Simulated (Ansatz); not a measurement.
# TaN: pressure as volume per atom varies

Results calculated with Ansatz 0.2.0, not measured. Periodic Kohn-Sham DFT of a crystal at fixed atoms; pressure and stress are positive in compression; the energy is the free energy less that of spherical unpolarised free atoms; site moments are those in the method's own spheres, positive along +z.

Cell of the first row (space group P-6m2, No. 187):
```
cell vectors (Å)
   2.8780     0.0000     0.0000
  -1.4390     2.4924     0.0000
   0.0000     0.0000     2.8241
atoms (fractions of the cell vectors)
Ta  0.33333  0.66667  0.50000
N   0.00000  0.00000  0.00000
```

Settings of every row: method frozen-core PAW; functional PBEsol; relativity scalar; k mesh 12x12x10; filling fermi-dirac; smearing width 0.02 eV; wave cutoff 420 eV; paw set soft_2.

Atom start moment: 0 on all atoms.

Limits: PAW files made with PBE; no spin-orbit coupling on heavy atoms.

| row | volume per atom (Å³) | pressure (GPa) |
| --- | --- | --- |
| 1 | 10.129 | 19.405 |
| 2 | 10.135 | 19.168 |
| 3 | 10.345 | ? |
| 4 | 10.453 | 6.282 |
| 5 | 10.56 | 2.36 |
| 6 | 10.668 | -1.355 |
| 7 | 10.776 | -4.874 |
| 8 | 10.884 | -8.207 |
| 9 | 10.991 | -11.364 |
| 10 | 11.099 | -14.355 |
| 11 | 11.207 | -17.186 |

Question: what pressure should row 3 give?

Worked fit of pressure. Take u = (V_r/V)^(2/3) − 1 with V_r = 10.722 Å³ an atom, which is twice the finite (Eulerian) strain; such expansions in the strain, on which the Birch-Murnaghan equation of state is built, carry the rest volume and the bulk modulus. The shown rows have u = 0.03866, 0.03825, 0.01708, 0.0102, 0.00337, -0.00334, -0.00995, -0.01638, -0.02277, -0.02906. Least squares give pressure = −3.1402 + 526.174 × u + 1481.26 × u² GPa; a straight line predicts inner rows, each left out in turn, worse (root mean square 0.73 against 0.017 GPa). The rows lie off it by -0.011, 0.015, 0.003, -0.021, -0.005, 0.007, 0.022, -0.002, -0.002, -0.006 (root mean square 0.012 GPa). The pressure vanishes at u = 0.0059, or V = 10.63 Å³ an atom, and there the bulk modulus at fixed shape and fractions is B = −V dP/dV = (2/3)(1 + u) dP/du = 365 GPa. Letting shape and atoms relax would as a rule lower it, by much in layered, chain or molecular crystals. The withheld row has u = 0.02415, so the fit gives −3.1402 + 526.174 × (0.02415) + 1481.26 × (0.02415)² = 10.431 GPa.

The calculation gave 10.422 GPa. The fit lies 0.009 GPa (0.025 % of the column's range) above it; its largest miss of a shown row is 0.022 GPa.
